**Band levels of rock-salt PbTe at seven mesh points: symmetry and nearest-neighbour models**

The table holds four filled and two empty Kohn-Sham levels of PbTe at seven points of a 6×6×6 mesh, from ABACUS with BLYP, plane waves and no spin-orbit coupling. The program checks degeneracies against the symmetry of each point, fits the Pb s-like band and the vertical gap to nearest-neighbour phase factors, and tests two-level s–p and p–p models on the point between Γ and L. Both band edges lie at L with a gap of 0.824 eV, and the three-constant fit of the s band has an rms error of 0.067 eV. The s–p model brackets the splitting of row 2 (9 % above and 21 % below the table), while the p–p model overestimates its pair distance by 8.6 % and misses the uneven shifts of valence and conduction levels. One-variable fits of the gap fail at row 6 by 1 eV or more.

Kohn–Sham levels of rock-salt PbTe (two-atom cell, Pb–Te 3.231 Å) at points of the k mesh, relative to the valence top, from ABACUS 3.10.1 with the BLYP functional and no spin-orbit coupling. The calculation uses SG15 ONCV 1.2 PBE pseudopotentials, a plane-wave cutoff of 1129.27 eV, a 6×6×6 k mesh and Fermi–Dirac smearing of 0.05 eV.

## Analysis program

```python
# Table: Kohn-Sham levels (eV, zero = valence top) of rock-salt PbTe at 7 points of a 6x6x6 mesh; ABACUS, BLYP,
# plane waves, no spin-orbit. Tested: symmetry degeneracies and nearest-neighbour Bloch-sum / two-level models.
T = {
    'point_a': [0.0, 0.1667, 0.5, 0.3333, 0.5, 0.5, 0.5],  # reciprocal cell vector
    'point_b': [0.0, 0.1667, 0.5, 0.3333, 0.5, 0.3333, 0.3333],  # reciprocal cell vector
    'point_c': [0.0, 0.1667, 0.5, 0.1667, 0.0, -0.3333, -0.1667],  # reciprocal cell vector
    'level_under_4': [-5.745, -6.45, -8.662, -7.383, -7.421, -8.262, -7.935],  # eV
    'level_under_3': [-1.371, -1.294, -0.89, -1.935, -4.416, -3.262, -4.09],  # eV
    'level_under_2': [-1.371, -1.294, -0.89, -1.854, -2.781, -3.156, -3.297],  # eV
    'level_under_1': [-1.371, -0.984, 0.0, -1.176, -2.781, -0.433, -1.265],  # eV
    'level_over_1': [4.007, 2.928, 0.824, 2.199, 3.606, 1.487, 2.759],  # eV
    'level_over_2': [4.007, 3.106, 1.255, 3.445, 5.372, 4.524, 4.551],  # eV
}
import numpy as np, itertools as it
f = np.rint(6*np.array([T['point_a'], T['point_b'], T['point_c']]).T).astype(int)  # snapped to the mesh
s, v3, v2, v1, c1, c2 = [np.array(T['level_'+x]) for x in ('under_4','under_3','under_2','under_1','over_1','over_2')]
K = f @ np.array([[-1,1,1],[1,-1,1],[1,1,-1]])  # Cartesian k in units of (2pi/a)/6
G = [6*np.array(g) for g in it.product(range(-2,3), repeat=3) if len({x % 2 for x in g}) == 1]
K = np.array([sorted(np.abs(min((k-g for g in G), key=lambda q: q@q)))[::-1] for k in K])
def isG(d): return all(d % 6 == 0) and len({(x//6) % 2 for x in d}) == 1
order = [sum(isG(np.array(sg)*k[list(p)]-k) for p in it.permutations(range(3)) for sg in it.product((1,-1), repeat=3)) for k in K]
dim = [3 if o == 48 else 2 if o > 4 else 1 for o in order]  # largest irrep of these little groups
seen = [max(list(r).count(x) for x in r) for r in zip(v3, v2, v1)]
cs = np.cos(np.pi*K/6); S = 3-(cs**2).sum(1); C2 = cs.sum(1)**2
dL = np.linalg.norm(K/6-0.5, axis=1); gap = c1-v1; g, l, L, X = 0, 1, 2, 4
print("rounding of levels 0.0005 eV; k and distance to L in 2pi/a")
print("row, 6k, group order, star, degeneracy allowed/seen, S, C^2, dist L, cos(pi k)")
for i in range(7):
    print(i+1, K[i], order[i], 48//order[i], f"{dim[i]}/{seen[i]} {S[i]:.2f} {C2[i]:.2f} {dL[i]:.3f}", np.round(cs[i], 2)+0.0)
print("star/216 (compare k weights of the run):", np.round([48/o/216 for o in order], 4))
print("vertical gap, eV:", np.round(gap, 3))
print("conduction level above L minimum, eV:", np.round(c1-c1[L], 3))
print("under1-under2, eV:", np.round(v1-v2, 3))
print("under2-under3, eV:", np.round(v2-v3, 3))
print("over2-over1, eV:", np.round(c2-c1, 3))
print(f"spread over rows, eV: under4 {np.ptp(s):.3f}, under1 {np.ptp(v1):.3f}, over1 {np.ptp(c1):.3f}")
print(f"under4 differences, eV: Gamma-X {s[g]-s[X]:.3f}, X-L {s[X]-s[L]:.3f}, row6-L {s[5]-s[L]:.3f}")
def fit(name, y, *cols):
    A = np.column_stack([np.ones(7), *cols]); p = np.linalg.lstsq(A, y, rcond=None)[0]; r = A@p-y
    print(f"{name}: constants", np.round(p, 3), f"rms {np.sqrt((r**2).mean()):.3f} eV, worst row {np.abs(r).argmax()+1}")
    print("   model-table, eV:", np.round(r, 2)+0.0); return p
p = fit("under4 = E0+A*C^2-B*S", s, C2, -S)
fit("under4 = E0+A*C^2", s, C2)
fit("under4 = E0+t*(C^2+S-3)/2 (Pb-Pb only)", s, (C2+S-3)/2)
fit("gap = a-b*S", gap, -S)
fit("gap = a+b*dist L", gap, dL)
print(f"rows 4 minus 6, eV: gap {gap[3]-gap[5]:.3f}, under1 {v1[3]-v1[5]:.3f}, over1 {c1[3]-c1[5]:.3f}")
D = c2-v2  # doublet-doublet distance on Gamma-L, taking over2 as the doublet
h2 = (D[g]**2-D[L]**2)/4; Dp = np.sqrt(D[L]**2+4*h2*cs[l,0]**2)
print(f"p-p two-level: doublet distance L {D[L]:.3f}, Gamma {D[g]:.3f} eV, coupling at Gamma {np.sqrt(h2):.2f} eV")
print(f"   row 2 predicted {Dp:.3f}, table {D[l]:.3f} eV, error {100*(Dp/D[l]-1):.1f} %")
print(f"   L to Gamma: valence falls {v2[L]-v2[g]:.3f}, conduction rises {c2[g]-c2[L]:.3f}, model both {(D[g]-D[L])/2:.3f} eV")
d = v1[L]-v2[L]; sep = v1-s; H2 = d*(sep[L]-d); w = (1+D[L]/D[l])/2
lift = lambda x: (sep[l]-np.sqrt(sep[l]**2-4*x))/2
print(f"s-p two-level: lift at L {d:.3f}, under1-under4 L {sep[L]:.3f}, row 2 {sep[l]:.3f} eV")
print(f"   coupling at L {np.sqrt(H2):.2f} eV, per bond {np.sqrt(H2/12):.2f} eV; 3B of the s fit {3*p[2]:.2f} eV")
x = H2*S[l]/S[L]; ob = v1[l]-v2[l]
print(f"   row 2 lift: table {ob:.3f}, predicted {lift(x):.3f}, with Te weight {w:.2f} {lift(w*x):.3f} eV")
print(f"   errors {100*(lift(x)/ob-1):.0f} % and {100*(lift(w*x)/ob-1):.0f} %; lift ratio row2/L {ob/d:.2f}, S ratio {S[l]/S[L]:.2f}")
ef, vb, cb, edge, P = 10.62004, 10.20748, 11.03109, 4.569, 5.174  # outputs of the same run (eV, eV, eV, A, GPa)
print(f"Fermi level over valence top {ef-vb:.3f}, half gap {(cb-vb)/2:.3f} eV, edge tail {1/(np.exp((ef-vb)/0.05)+1):.1e}")
print(f"a = {edge*2**0.5:.3f} A; P/B with rough recalled B = 40 GPa: {P/40:.2f}")
assert seen == dim
assert v1.argmax() == L and c1.argmin() == L
assert v1[L] > v2[L] == v3[L] and c1[L] < c2[L] and c1[X] < c2[X]
assert p[1] > 0 and p[2] > 0 and s.argmin() == L
```

Running it gives:

```
rounding of levels 0.0005 eV; k and distance to L in 2pi/a
row, 6k, group order, star, degeneracy allowed/seen, S, C^2, dist L, cos(pi k)
1 [0 0 0] 48 1 3/3 0.00 9.00 0.866 [1. 1. 1.]
2 [1 1 1] 6 8 2/2 0.75 6.75 0.577 [0.87 0.87 0.87]
3 [3 3 3] 12 4 2/2 3.00 0.00 0.000 [0. 0. 0.]
4 [3 1 1] 2 24 1/1 1.50 3.00 0.471 [0.   0.87 0.87]
5 [6 0 0] 16 3 2/2 0.00 1.00 0.866 [-1.  1.  1.]
6 [5 3 1] 2 24 1/1 1.50 0.00 0.471 [-0.87  0.    0.87]
7 [6 2 0] 4 12 1/1 0.75 0.25 0.726 [-1.   0.5  1. ]
star/216 (compare k weights of the run): [0.0046 0.037  0.0185 0.1111 0.0139 0.1111 0.0556]
vertical gap, eV: [5.378 3.912 0.824 3.375 6.387 1.92  4.024]
conduction level above L minimum, eV: [3.183 2.104 0.    1.375 2.782 0.663 1.935]
under1-under2, eV: [0.    0.31  0.89  0.678 0.    2.723 2.032]
under2-under3, eV: [0.    0.    0.    0.081 1.635 0.106 0.793]
over2-over1, eV: [0.    0.178 0.431 1.246 1.766 3.037 1.792]
spread over rows, eV: under4 2.917, under1 2.781, over1 3.183
under4 differences, eV: Gamma-X 1.676, X-L 1.241, row6-L 0.400
under4 = E0+A*C^2-B*S: constants [-7.705  0.222  0.316] rms 0.067 eV, worst row 4
   model-table, eV: [ 0.04  0.01  0.01 -0.13 -0.06  0.08  0.05]
under4 = E0+A*C^2: constants [-8.176  0.269] rms 0.272 eV, worst row 5
   model-table, eV: [-0.01  0.09  0.49  0.01 -0.49  0.09 -0.17]
under4 = E0+t*(C^2+S-3)/2 (Pb-Pb only): constants [-7.655  0.532] rms 0.510 eV, worst row 3
   model-table, eV: [-0.31 -0.01  1.01  0.13 -0.77  0.21 -0.25]
gap = a-b*S: constants [5.526 1.715] rms 0.581 eV, worst row 6
   model-table, eV: [ 0.15  0.33 -0.44 -0.42 -0.86  1.03  0.22]
gap = a+b*dist L: constants [0.355 5.865] rms 0.656 eV, worst row 6
   model-table, eV: [ 0.06 -0.17 -0.47 -0.26 -0.95  1.2   0.59]
rows 4 minus 6, eV: gap 1.455, under1 -0.743, over1 0.712
p-p two-level: doublet distance L 2.145, Gamma 5.378 eV, coupling at Gamma 2.47 eV
   row 2 predicted 4.779, table 4.400 eV, error 8.6 %
   L to Gamma: valence falls 0.481, conduction rises 2.752, model both 1.617 eV
s-p two-level: lift at L 0.890, under1-under4 L 8.662, row 2 5.466 eV
   coupling at L 2.63 eV, per bond 0.76 eV; 3B of the s fit 0.95 eV
   row 2 lift: table 0.310, predicted 0.337, with Te weight 0.74 0.246 eV
   errors 9 % and -21 %; lift ratio row2/L 0.35, S ratio 0.25
Fermi level over valence top 0.413, half gap 0.412 eV, edge tail 2.6e-04
a = 6.462 A; P/B with rough recalled B = 40 GPa: 0.13
```
